Dear colleague,

The estimate of the shape of Au₃ in section 2 of this letter is wrong, and I set it out only so that you can see how it fails. It takes the spacing δ of the two lowest Kramers doublets, the number a spectrum would give you, and uses it as the spin-orbit splitting D in the static Jahn-Teller formula. Neither of us has a measured δ, so I let the model generate one. Every final number below is the model's, not the molecule's.

1. The model and the static result

At the equilateral geometry (D₃ₕ) the ²E′ term has two orbital components, which I write as |±⟩ = (|x⟩ ± i|y⟩)/√2, with Pauli matrices τ₁, τ₂, τ₃ acting on them. The e′ coordinates are Qx = ρ cos φ and Qy = ρ sin φ, normalised so that ρ² is the sum of the squared atomic displacements. The mass is then the atomic mass M, and K = Mω². To first order in ρ for the coupling,

V = Kρ²/2 + F(Qx τ₁ + Qy τ₂) + (D/2)(2S_z) τ₃,

with S_z = ±1/2 along the threefold axis and the zero of energy at the centre of the term at ρ = 0. I take S_z = +1/2 and D > 0; the other projection supplies the Kramers partners. Symmetry allows no spin-orbit term linear in Q here: τ₃ and S_z are both a₂′, (S_x, S_y) is e″, and neither product with an e′ coordinate contains a₁′.

Since τ₃ anticommutes with τ₁ and τ₂, the square of the matrix part is (F²ρ² + D²/4) times the unit matrix, and the lower sheet is

E(ρ) = Kρ²/2 − √(F²ρ² + D²/4).

Then dE/dρ = ρ[K − F²/√(F²ρ² + D²/4)]. Apart from ρ = 0 this vanishes where the root equals F²/K = 2E_JT, with E_JT = F²/(2K). Hence, with ρ₀ = F/K and x = D/(4E_JT),

ρ² = (F/K)² − (D/2F)² = ρ₀²(1 − x²),

which is positive only if D < 4E_JT. At that radius E = −E_JT − D²/(16E_JT), while E(0) = −D/2, so the gain from distorting is

G = E_JT − D/2 + D²/(16E_JT) = E_JT(1 − x)².

The radial force constant in the trough is K(1 − x²). The anticommutation is essential. A low-symmetry field from a surface site or a host is even under time reversal, so within this term it enters as (U/2)τ₁ or (U/2)τ₂. It moves the cone to Qx = −U/(2F), say, and tilts the trough without opening a gap. Such a splitting quenches by the formulas above only in a one-mode problem, where it anticommutes with the single coupling matrix.

Inputs, all assumed: M = 196.97 u, side a = 268 pm, e′ quantum ħω = 2.00 zJ, E_JT = 15.0 zJ, D = 50.0 zJ (1 zJ = 10⁻²¹ J, which is 6.24 meV or 50.3 cm⁻¹). I chose them to reproduce the typical picture of Au₃: an apex angle near 66° without spin-orbit coupling, and a triangle that is equilateral or nearly so with it. That the model returns this picture is therefore no test of it.

Derived: M = 3.271×10⁻²⁵ kg, ω/2π = 3.02 THz, K = 117.6 N/m, F = √(2K E_JT) = 1.879 nN, ρ₀ = 15.97 pm, 4E_JT = 60.0 zJ. For an isosceles distortion the base changes by +ρ and each leg by −ρ/2 to first order, so the apex angle opens by √3 ρ/a.

The stand-in for your spacing comes from adding the nuclear kinetic energy. With l the vibrational angular momentum in units of ħ, j = l + τ₃/2 is conserved. In the two-dimensional oscillator basis each of the blocks j = ∓1/2 is a chain n = 0, 1, 2, … in which the orbital component alternates. The diagonal elements are (n + 1)ħω ∓ (−1)ⁿ D/2, and the element between n and n + 1 is ħω √(2λ(⌊n/2⌋ + 1)), with λ = E_JT/ħω = 7.5. With 60 states per block the lowest eigenvalues are −24.929 zJ (j = −1/2) and −24.524 zJ (j = +1/2). So δ = 0.405 zJ, or δ/h = 0.611 THz. The extra digits serve only to form the difference.

2. The wrong attempt

(W1) The ²E′ term is split by spin-orbit coupling into two Kramers doublets, and the spectrum shows its two lowest doublets 0.405 zJ apart.
(W2) Therefore D = δ = 0.405 zJ.
(W3) x = 0.405/60.0 = 0.00675, far below 1, so the distortion survives.
(W4) ρ = ρ₀√(1 − x²) = 15.97 pm, and the apex opens by 0.10 rad, about 6°.
(W5) G = 15.0 × (1 − 0.00675)² = 14.8 zJ.

Wrong conclusion: spin-orbit coupling is irrelevant to the shape, and the molecule sits in a trough 7.4 e′ quanta deep.

3. The symptom

The attempt does not reproduce its own input. If D really were 0.405 zJ, we can ask what spacing the spectrum would show. In a deep trough the answer follows from the angular kinetic energy ħ²l²/(2Mρ²) with l = j − τ₃/2. On the lower sheet ⟨τ₃⟩ = −cos χ, with cos χ = (D/2)/√(F²ρ² + D²/4), so ⟨l²⟩ = j² + j cos χ + 1/4. The levels j = +1/2 and j = −1/2 then differ by ħ² cos χ/(2Mρ²). For small D at ρ = ρ₀ we have cos χ = D/(4E_JT) and ħ²/(2Mρ₀²) = (ħω)²/(4E_JT), which gives

δ ≈ pD, p = (ħω/4E_JT)².

This p is the strong-coupling limit of Ham's reduction factor for the orbital angular momentum. Here p = 1/900 = 1.1×10⁻³. It is a leading-order value: the quantity averaged goes as ρ⁻³, and the radial zero-point spread ⟨(ρ − ρ₀)²⟩ = ħ/(2Mω) raises it by the fraction 3ħω/(2E_JT) = 0.20. A molecule with D = 0.405 zJ would thus show a spacing of about 4.5×10⁻⁴ zJ, nearly three orders of magnitude below the spacing that went in at (W1). No 20 per cent correction closes that gap.

A second sign needs no arithmetic. For D ≫ 4E_JT, second-order perturbation theory in the coupling gives δ ≈ ħω[1 − 2E_JT/(D − ħω)], so δ approaches ħω from below however large D becomes: the lowest j = +1/2 level is then simply one e′ quantum on the lower sheet. A spacing of this kind can never reach 4E_JT when λ is large. For any δ below ħω the recipe returns G above 15.0 × (1 − 2.00/60.0)² = 14.0 zJ, even for a molecule that is strictly equilateral. A test that cannot return the verdict "quenched" tests nothing.

A third sign is formal. The spacing δ depends on ω and so on the nuclear mass, while E(ρ) is a clamped-nuclei surface, fixed by K, F and D, and cannot depend on that mass.

4. The faulty line

The fault is (W2). The D in E(ρ) is an electronic quantity, the gap between the two sheets with the nuclei held at ρ = 0. The δ of (W1) is a difference of vibronic eigenvalues, after the nuclei have averaged τ₃ over their motion. The square root already describes the contest between Fρ and D/2. Feeding it δ charges the vibronic coupling's suppression of spin-orbit coupling twice, once in δ and once in the root.

In this setting (W1) also misleads in its wording. By the Hellmann-Feynman theorem the weight of the lower spin-orbit component |−⟩ in a level is 1/2 − ∂E/∂D. It is 0.93 for the ground level and 0.90 for the level above. Both doublets belong to the same electronic component. The upper one connects continuously to Ham's partner level as D → 0, but at D = 50.0 zJ it is mostly a soft e′ vibration.

5. The mended calculation

First D has to be recovered, and there are two sound routes. One is a two-component electronic-structure calculation at the equilateral geometry, where the gap between the two doublets is D by definition. The other is to keep E_JT and ħω fixed and vary D in the two chains until the spacing equals δ. For δ = 0.405 zJ this returns D = 50.0 zJ, by construction. The logarithmic slope d ln δ/d ln D is 3.5 there, so an uncertainty of 10 per cent in δ moves D by about 3 per cent; the uncertainty in E_JT and ω enters in addition.

Two shortcuts fail. Dividing δ by p gives 3.6×10² zJ, 7 times too large at leading order, because pD holds only while x ≪ 1. As x grows the trough shrinks and 1/ρ² rises, and the true ratio here is δ/D = 0.0081. The band to the upper sheet does not hand you D either. The vertical gap at the minimum of the lower sheet is twice the root, which is 4E_JT whenever the distortion survives and equals D only once it is quenched.

With D = 50.0 zJ:

(M2) D = 50.0 zJ, the clamped-nuclei gap.
(M3) x = 50.0/60.0 = 0.833, so a trough survives, but close to the threshold.
(M4) D/2F = 13.31 pm, ρ² = 15.97² − 13.31² = 77.9 pm², ρ = 8.83 pm. The apex opens by 0.06 rad, about 3°.
(M5) G = 15.0 × (1/6)² = 0.417 zJ.

The trough bottom lies at −25.417 zJ and the central hump at −25.000 zJ. The radial quantum in the trough is ħω√(1 − x²) = 1.11 zJ, and half of it, 0.55 zJ, exceeds the depth. The diagonalisation says the same: the ground level lies 0.488 zJ above the trough bottom and 0.071 zJ above the hump. The surface has a distorted minimum, yet no level is held in it, and the model molecule is a floppy triangle spread across the equilateral point.

6. Size of the error

quantity | wrong (D → δ) | mended | ratio
splitting used, zJ | 0.405 | 50.0 | 1/123
x | 0.00675 | 0.833 | 1/123
ρ, pm | 15.97 | 8.83 | 1.81
G, zJ | 14.8 | 0.417 | 36

The slip overstates the radius by a factor 1.81 and the gain by a factor 36, and it turns a trough shallower than its own zero-point energy into a deep one.

The mended figures deserve less trust than their digits suggest, for two reasons. The first is the nearness of the threshold. At fixed E_JT and ω:

D, zJ | ρ, pm | G, zJ
45 | 10.6 | 0.94
50 | 8.8 | 0.42
55 | 6.4 | 0.10
60 | 0 | 0

A D larger by one fifth removes the distortion altogether. Across the whole table the wrong recipe stays above 14.0 zJ, at least 15 times the largest entry.

The second is the quadratic coupling, which I neglected. It replaces Fρe^(iφ) in the off-diagonal element by Fρe^(iφ) + gρ²e^(−2iφ). This still anticommutes with τ₃, but it adds 2Fgρ³ cos 3φ under the root at first order in g. In the trough the root is 2E_JT = Fρ₀, so the energy changes by −g(ρ³/ρ₀) cos 3φ. If Δ₀ = 2gρ₀² is the barrier between minima without spin-orbit coupling, the barrier with it is Δ₀(ρ/ρ₀)³ = 0.169 Δ₀. For an assumed Δ₀ = 1.5 zJ that is 0.25 zJ, a ripple of ±0.13 zJ on a gain of 0.417 zJ. The ripple rivals the mended gain, so the model supports "about 0.4 zJ" and "about 9 pm" and no more. It also rivals the 0.071 zJ by which the ground level clears the hump, so read that margin as "near the top of the hump". The cubic term in ρ leaves the curvature at ρ = 0 alone, so the equilateral point still turns stable at D = 4E_JT, but shallow distorted minima can persist a little beyond. A ρ² dependence of D, relaxation of the a₁′ coordinate and mixing with higher electronic states would shift the effective K and act on the mended gain through x in the same sensitive way.

None of this rescues section 2, whose gain exceeds the ripple by two orders of magnitude. When you have a spacing, send it with whatever higher e′ levels you can assign. One spacing fixes D only if E_JT and ω are known from elsewhere, whereas three or four levels constrain all three together.

With best regards,
your colleague in theory